**Hyperfine constants of the 5f states of Mg⁺**

For an electron with $l>0$ the one-electron hyperfine constants, before the core responds, are set by $\langle r^{-3}\rangle$. One bohr⁻³ is worth about 95 MHz in $A/g$ and 235 MHz/barn in $B/Q$, before angular factors of order one. Here $A$ is the magnetic dipole constant, $g=\mu/(I\mu_N)$ the nuclear g factor, $B$ the electric quadrupole constant and $Q$ the nuclear quadrupole moment. In Mg⁺, $A/g$ falls from 1745 MHz for 3s (Brueckner RPA) through a few MHz for 3d3/2 to a few tenths for 4f. Core polarisation (RPA) raises $A$ of s and p states by 19 to 24%, reverses $A$ of d5/2 and moves $A$ of 4f by 3% or less, yet it multiplies $B$ by about 1.3 for p, 2.3 to 2.9 for d and 4.4 for 4f. Since ²⁵Mg has a negative $g$, its $A$ has the sign opposite to the entries below.

Mg⁺ (Z = 12), one electron outside a closed [He] 2s2 2p6 core, computed with B-spline many-body code 1: no-pair Dirac-Coulomb, frozen-core Dirac-Hartree-Fock (DHF), static core-polarisation RPA, and Brueckner orbitals from a second-order and RPA-screened correlation potential. The nucleus is uniformly magnetised, with rms radius 3.057 fm; A/g is per unit nuclear g factor.

| hyperfine | A/g, DHF (MHz) | A/g, RPA (MHz) | A/g, Brueckner RPA (MHz) | B/Q, DHF (MHz/barn) | B/Q, RPA (MHz/barn) | B/Q, Brueckner RPA (MHz/barn) |
| --- | --- | --- | --- | --- | --- | --- |
| 3s1/2 | 1351 | 1616 | 1745 | n/a | n/a | n/a |
| 4s1/2 | 380.6 | 452.6 | 476.6 | n/a | n/a | n/a |
| 5s1/2 | 158.0 | 187.6 | 196.0 | n/a | n/a | n/a |
| 3p1/2 | 224.9 | 278.1 | 303.2 | n/a | n/a | n/a |
| 4p1/2 | 76.41 | 94.10 | 100.6 | n/a | n/a | n/a |
| 5p1/2 | 34.77 | 42.75 | 45.37 | n/a | n/a | n/a |
| 3p3/2 | 44.53 | 55.24 | 60.08 | 82.4 | 109 | 118 |
| 4p3/2 | 15.13 | 18.42 | 19.63 | 28.0 | 35.9 | 38.2 |
| 5p3/2 | 6.887 | 8.326 | 8.808 | 12.7 | 16.2 | 17.1 |
| 3d3/2 | 3.676 | 2.977 | 3.150 | 2.26 | 6.47 | 6.69 |
| 4d3/2 | 1.640 | 1.286 | 1.363 | 1.01 | 2.47 | 2.54 |
| 5d3/2 | 0.8583 | 0.6670 | 0.7067 | 0.529 | 1.21 | 1.24 |
| 3d5/2 | 1.576 | -0.4932 | -0.6096 | 3.23 | 9.24 | 9.56 |
| 4d5/2 | 0.7029 | -0.4378 | -0.5013 | 1.44 | 3.53 | 3.63 |
| 5d5/2 | 0.3679 | -0.2735 | -0.3075 | 0.755 | 1.72 | 1.77 |
| 4f5/2 | 0.3903 | 0.3890 | 0.3923 | 0.400 | 1.75 | 1.77 |
| 5f5/2 | ? | ? | ? | ? | ? | ? |
| 4f7/2 | 0.2168 | 0.2103 | 0.2119 | 0.467 | 2.05 | 2.06 |
| 5f7/2 | ? | ? | ? | ? | ? | ? |

**(a) Estimate the DHF values of $A/g$ and $B/Q$ for 5f5/2 and 5f7/2.**

*Solution.* Outside the core the electron sees charge 2, and the centrifugal barrier keeps an f electron almost wholly there. The non-relativistic one-electron formulas are

$$\frac{A}{g}=C_A\frac{l(l+1)}{j(j+1)}\langle r^{-3}\rangle,\quad \frac{B}{Q}=C_B\frac{2j-1}{2j+2}\langle r^{-3}\rangle,\quad \langle r^{-3}\rangle=\frac{8}{n^3\,l(l+\tfrac12)(l+1)},$$

with $C_A=95.41$ MHz and $C_B=234.96$ MHz/barn per bohr⁻³. They hold no parameter. The DHF values of $A/g$ lie 0.2% above them for 4f, but 22 to 32% above them for 3d to 5d, which enter the core. There they feel a less screened nucleus and an exchange attraction to the core electrons; which of the two counts for more was not calculated.

This penetration excess depends on the density at small $r$. A hydrogenic orbital starts as $N r^l$ with $N^2\propto (n+l)!/[(n-l-1)!\,n^{2l+4}]=n^{-3}P$, where $P=\prod_{m=1}^{l}(1-m^2/n^2)$. An effect confined to the origin scales as $n^{-3}P$, and one weighted like $r^{-3}$ over the whole orbital as $n^{-3}$, so a core-sized effect is written $n^{-3}P^k$ with $k$ between 0 and 1. A least-squares line of $\ln(n^3\times\text{excess})$ against $\ln P$ through the three d3/2 rows gives $k=0.76$. Carrying a d exponent over to f is an assumption, and the error bar spans $k=0.5$ to 1 for that reason.

For 5f7/2, which entered no fit, $\langle r^{-3}\rangle=8/(125\cdot3\cdot3.5\cdot4)=1.524\times10^{-3}$ bohr⁻³ and $A/g=95.41\times1.524\times10^{-3}\times12/15.75=0.1108$ MHz. The ratio $P(5f)/P(4f)=\frac{24\cdot21\cdot16/25^3}{15\cdot12\cdot7/16^3}=1.678$ turns into a scale factor $0.512\times1.678^{0.76}=0.76$. The 4f7/2 excess, $0.2168-0.2164=0.0004$ MHz, becomes 0.0003, for a total of 0.1111 MHz.

The forecast is that DHF lies slightly further above hydrogenic than it does for 4f, by roughly half a per cent at most in $A/g$, with $B/Q$ about 0.205 (5f5/2) and 0.239 MHz/barn (5f7/2).

**(b) Explain why RPA acts so differently on $A$ and $B$, and predict the RPA and Brueckner RPA values for 5f.**

*Solution.* The argument rests on time reversal. The magnetic operator is odd under it, so in a closed shell it changes the densities of each time-reversed pair of orbitals in opposite senses, and the core's charge density stays the same. With a Coulomb interaction between electrons there is then no direct term. Only exchange with the valence electron remains, and exchange needs overlap with the core. The quadrupole operator is even: the nucleus distorts the core's charge, mainly by radial excitation of the 2p shell, and outside the core the induced moment has the same $r^{-3}$ potential as $Q$ itself. This is Sternheimer antishielding, and it acts in full on an electron that stays outside. The columns give only totals, so the split into exchange and direct response is theory; what they show is the pattern it implies, a relative shift of $A$ that collapses from d to f while the factor on $B$ grows from p to d to f.

The d rows show how the exchange shift can overturn a small constant. For 3d5/2 it is $-2.069$ MHz against a DHF value of $+1.576$, and 4d5/2 and 5d5/2 reverse too; these values are residues of cancellation and the least secure $A$ in the table. Contact polarisation of the core s shells alone would shift the two $j$ levels equally and oppositely. The 3d3/2 shift is $-0.699$ MHz, of the same sign, so other terms contribute, and two $j$ values cannot separate contact, orbital and spin-dipole parts.

The same straight-line fit on the RPA shifts of $A$ gives $k=0.49$ for d3/2 and 0.74 for d5/2, each applied to the f level of like coupling. For 5f7/2 the 4f shift of $-0.0065$ MHz scales by $0.512\times1.678^{0.74}=0.75$ to $-0.0049$, so $A/g=0.1062$ MHz. The 4f5/2 shift is only $-0.0013$ MHz, probably a remainder of larger parts, and so 5f5/2 gets the same absolute bar as 5f7/2.

For $B$ the shift is modelled as $G\langle r^{-3}w\rangle$ on hydrogenic orbitals, with $w=r^p/(r^p+r_c^p)$ switching the induced field off inside the core. An induced quadrupole potential goes as $r^2$ inside and $r^{-3}$ outside, which suggests $p=5$. Fitting $G$ and $r_c$ by least squares on the relative errors of the eight d and 4f rows gives an rms error of 2.1% for $p=5$, against 3.4% and 4.9% for $p=3$ and 2. $G$ and $r_c$ trade against each other and mean nothing singly. The model's use is the ratio: the shift per hydrogenic $B$ should be 0.967 ± 0.054 times as large in 5f as in 4f, the bar adding the spread over $p$ to the error on the 3d-to-4d step. For 5f7/2, $0.2394+0.2387\times3.40\times0.967=1.02$ MHz/barn. Two simpler readings bound this: an unchanged factor gives 0.896 and 1.050 MHz/barn, a drop like that from 3d to 4d gives 0.775 and 0.908.

Brueckner orbitals add the attraction to the core's induced dipole, $-\alpha/2r^4$ at long range, which draws the orbital in. Writing the Brueckner change of $A$ as $x$ times the DHF value plus $y$ times the RPA shift, and solving with the two $j$ levels, gives $x=6.7$ to 6.8% for d and 0.86% for 4f ($y$ is about 10% for d and barely fixed by the digits for 4f). Solving the radial equation with $\alpha\approx0.48$ bohr³, close to the run's own core polarisability of 0.4698 bohr³, and a cut-off assumed at 1 bohr gives 0.92% for 4f. That tail is part of the correlation potential, so the agreement suggests that the tail dominates for 4f and does not test the calculation. The model ratio of 1.14 gives $x(5f)=0.98\%$, and 5f7/2 becomes $0.1062+0.0011-0.0002=0.1071$ MHz.

The forecasts are these. All values stay positive, with no d-like reversal. RPA lowers $A$ by under 1% for 5f5/2 and by 3.5–5.2% for 5f7/2, more than for 4f7/2. The ratio RPA/DHF of $B$ falls below the 4f value to 3.9–4.3 ($B/Q$ of 0.80–0.88 and 0.93–1.03 MHz/barn) and is equal for both $j$ within rounding; these ranges lean towards the d-like drop and sit lower than the model's symmetric bars below. Brueckner orbitals add 0.8–1.4% to $A$ and 0.5–1.5% to $B$. Least secure are $B$ at RPA level and the shift of $A$ for 5f5/2. The model's central values follow, with bars that add model spread and rounding linearly and are not statistical.

| predicted | 5f5/2 | 5f7/2 |
|---|---|---|
| A/g, DHF (MHz) | 0.2000 ± 0.0002 | 0.1111 ± 0.0001 |
| A/g, RPA | 0.1992 ± 0.0009 | 0.1062 ± 0.0009 |
| A/g, Brueckner RPA | 0.2011 ± 0.0012 | 0.1071 ± 0.0010 |
| B/Q, DHF (MHz/barn) | 0.2053 ± 0.0007 | 0.2394 ± 0.0008 |
| B/Q, RPA | 0.87 ± 0.04 | 1.02 ± 0.05 |
| B/Q, Brueckner RPA | 0.88 ± 0.05 | 1.03 ± 0.05 |

**(c) Compare the forecasts with the computed rows, and say what would change in neighbouring ions.**

The withheld rows as computed:

| hyperfine | A/g, DHF (MHz) | A/g, RPA (MHz) | A/g, Brueckner RPA (MHz) | B/Q, DHF (MHz/barn) | B/Q, RPA (MHz/barn) | B/Q, Brueckner RPA (MHz/barn) |
| --- | --- | --- | --- | --- | --- | --- |
| 5f5/2 | 0.2001 | 0.1991 | 0.2010 | 0.205 | 0.892 | 0.90 |
| 5f7/2 | 0.1111 | 0.1059 | 0.1067 | 0.239 | 1.04 | 1.05 |

*Solution.* All twelve values are positive and lie within about half a bar of the model's central values. The DHF forecasts hold. The excess of $A$ over hydrogenic is 0.36% for 5f5/2 against 0.22% for 4f5/2, a rise that the digits resolve; for $j=7/2$ the rise from 0.21 to 0.30% is little more than the rounding. RPA lowers $A$ by 0.5% and 4.7%, both in range. The 5f7/2 shift is $0.0052/0.0065=0.80$ of its 4f value, well above the 0.512 of plain $n^{-3}$ scaling, which supports a short-range origin, and somewhat above the 0.75 carried over from d5/2, so the d exponent was too small for f. The 5f5/2 shift has too few digits to test $k$.

The forecast ranges for $B$ at RPA level were missed. The ratio is 4.35 for both $j$, above 3.9–4.3, and 0.892 and 1.04 MHz/barn exceed the upper limits of 0.88 and 1.03. The central values are about 2% below the computed ones, inside their wide bars, but the unchanged factor (0.896 and 1.050) does better than the fitted model, and the d-like drop is ruled out. The shift per hydrogenic $B$ is 3.36, which is $3.36/3.38=0.994$ and $3.36/3.40=0.988$ of the 4f values. With $B$ held to three digits this fall is the size of the rounding, so even the forecast direction is not established. The numbers are consistent with an antishielding that is already nearly flat where the f electrons are: the shift per hydrogenic $B$ is close to minus the Sternheimer factor, which is about $-3$ to $-4$ (roughly recalled) for Mg²⁺. The predicted ratio had crept towards 1 as $w$ sharpened (0.944, 0.953, 0.967 for $p=2$, 3, 5). The fault probably lies in the kernel. If the induced quadrupole is built up within the 2p shell, the direct response alone should be nearly the same for 4f and 5f, and the smaller shift of the d states would come largely from exchange with the distorted core, which the kernel lacks. Fitted to the d rows, one function $w$ would then absorb this into too wide a cut-off and pass that on to f. No calculation here separates the direct response from exchange, so this explanation is untested.

Brueckner orbitals add 0.95% to $A$ of 5f5/2 and 0.9 to 1.0% to $B$, in range. For 5f7/2 they add 0.76% to $A$, just under the forecast 0.8%; the change is 0.0008 MHz with a rounding uncertainty of 0.0001, so no cause can be assigned. These are agreements with the calculation. It leaves out structure radiation and normalisation, which matter most where corrections are under a per cent, as in the Brueckner step for f, or where terms cancel, as in d5/2.

The same reasoning carries to neighbours in words. In neutral Na, with the same core shells and charge 1, hydrogenic $\langle r^{-3}\rangle$ is eight times smaller and the f orbitals lie twice as far out, so the exchange shift of $A$ should shrink further, while the looser core should antishield $B$ more strongly. Towards Al²⁺ the orbitals move in faster than the core shrinks, so penetration should grow and the factor on $B$ fall. The g states of Mg⁺ should have nearly hydrogenic $A$ and a factor on $B$ close to that of f. In heavier alkaline-earth ions the low d orbitals, and in Ba⁺ the f orbitals, are drawn into the core region, and the hydrogenic starting point of part (a) fails for them.
